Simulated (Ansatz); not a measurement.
## SiF and the effect of the choice of potentials or basis

The structure is cubic, space group Pm-3m (No. 221). Conventional cell: a = 3.029 Å, b = 3.029 Å, c = 3.029 Å, α = 90.00°, β = 90.00°, γ = 90.00°. Around Si (site symmetry m-3m) lie 8 F at 2.62 Å. Around F (site symmetry m-3m) lie 8 Si at 2.62 Å.

The cell comes from a database or a generator and needn't be the stable form of this composition.

Kept alike: task equation of state; functional PBE; k mesh 9 × 9 × 9; occupations fermi-dirac, width 0.05 eV; no spin polarisation. Program: Ansatz. Cutoffs run from 420 to 1500 eV. The mesh is that of the run's cell of 2 atoms. No spin-orbit coupling.

```csv
choice of potentials or basis,volume (Å³/atom)
Ansatz NC,13.919
Ansatz PAW,13.923
Ansatz PAW (files of its older set among them),13.919
JTH PAW,13.908
PseudoDojo standard,13.907
PseudoDojo stringent,13.907
SPMS NC,13.904
```

Volume and modulus come from cells scaled at fixed shape and fractions.

Q: What does the choice of potentials or basis change here?

A: The volume runs from 13.904 (SPMS NC) to 13.923 Å³/atom (Ansatz PAW).

The equilibrium volume is practically insensitive to the choice of potential, with all seven entries lying between 13.904 and 13.923 Å³/atom. The small spread doesn't follow the formalism: norm-conserving and PAW sets occur at both ends of the range, and the two PseudoDojo sets coincide. This is expected for silicon and fluorine, whose cores are compact and deep in energy, so that bonding is left to the Si 3s and 3p and the F 2s and 2p states, which all the sets probably describe almost equally well.

The Si–F distance of 2.62 Å is far longer than a normal Si–F bond. Eightfold coordination spreads the bonding over many weak contacts, whereas silicon usually forms a few short, strongly polar bonds to fluorine. Core overlap is therefore small, which makes this a mild test of the potentials; the agreement needn't carry over to short Si–F bonds. With an odd number of electrons per formula unit, a magnetic solution with a somewhat different volume isn't excluded.
